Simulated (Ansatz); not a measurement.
# A series in volume scale on YBPd3

All results are calculated (Ansatz 0.2.0). Free energy against uniform scaling of the volume at fixed shape and fractions; periodic cell, basis, potentials, k mesh and filling as listed.

The cell before it is scaled or strained (space group Pm-3m, No. 221):
```
cell vectors (Å)
   4.3250     0.0000     0.0000
   0.0000     4.3250     0.0000
   0.0000     0.0000     4.3250
atoms (fractions of the cell vectors)
Y   0.00000  0.00000  0.00000
B   0.50000  0.50000  0.50000
Pd  0.00000  0.50000  0.50000
Pd  0.50000  0.50000  0.00000
Pd  0.50000  0.00000  0.50000
```

Settings of every row: functional LDA; dispersion none; potentials PAW; wave cutoff 500 eV; density cutoff 2000 eV; k mesh 6x6x6; k shift 0x0x0; occupations fermi dirac; smearing width 0.15 eV; spin none; SCF threshold exponent -10.

Limits: coarse k mesh, up to 40 meV an atom off; minimum outside the range; the cell comes from a prototype or a list of computed structures and needn't be the stable phase.

```csv
row,volume scale,V (Å³/atom),energy above lowest point (meV/atom),pressure (GPa)
1,0.94,15.21,0,-1.83
2,0.96,15.533,7.1,-5.13
3,0.98,15.857,?,?
4,1,16.18,39.4,-10.62
5,1.02,16.504,63.2,-12.91
6,1.04,16.828,91.3,-14.92
7,1.06,17.151,123.3,-16.7
```

Question: what energy above lowest point and pressure should row 3 give?

Worked fit of energy above lowest point. Take u = (V_r/V)^(2/3) − 1 with V_r = 16.342 Å³ an atom, which is twice the finite (Eulerian) strain; such expansions in the strain, on which the Birch-Murnaghan equation of state is built, carry the rest volume and the bulk modulus. The shown rows have u = 0.04902, 0.03443, 0.00666, -0.00655, -0.01935, -0.0317. Least squares give energy above lowest point = 50.68 − 1798.3 × u + 15567 × u² meV/atom; a straight line predicts inner rows, each left out in turn, worse (root mean square 9.8 against 0.11 meV/atom). The rows lie off it by 0.1, -0.1, 0.0, 0.1, 0.0, 0.0. The withheld row has u = 0.02029, so the fit gives 50.68 − 1798.3 × (0.02029) + 15567 × (0.02029)² = 20.6 meV/atom.

The calculation gave 20.5 meV/atom. The fit lies 0.1 meV/atom (0.081 % of the column's range) above it, one unit of the last digit.

Worked fit of pressure. Take u = (V_r/V)^(2/3) − 1 with V_r = 16.342 Å³ an atom, which is twice the finite (Eulerian) strain; such expansions in the strain, on which the Birch-Murnaghan equation of state is built, carry the rest volume and the bulk modulus. The shown rows have u = 0.04902, 0.03443, 0.00666, -0.00655, -0.01935, -0.0317. Least squares give pressure = −11.8 + 172.49 × u + 590.7 × u² + 799 × u³ GPa; a parabola predicts inner rows, each left out in turn, worse (root mean square 0.017 against 0.008 GPa). The rows lie off it by 0.00, 0.00, 0.00, -0.01, 0.00, 0.00. The withheld row has u = 0.02029, so the fit gives −11.8 + 172.49 × (0.02029) + 590.7 × (0.02029)² + 799 × (0.02029)³ = -8.05 GPa.

The calculation gave -8.04 GPa. The fit lies 0.01 GPa (0.067 % of the column's range) below it, one unit of the last digit.
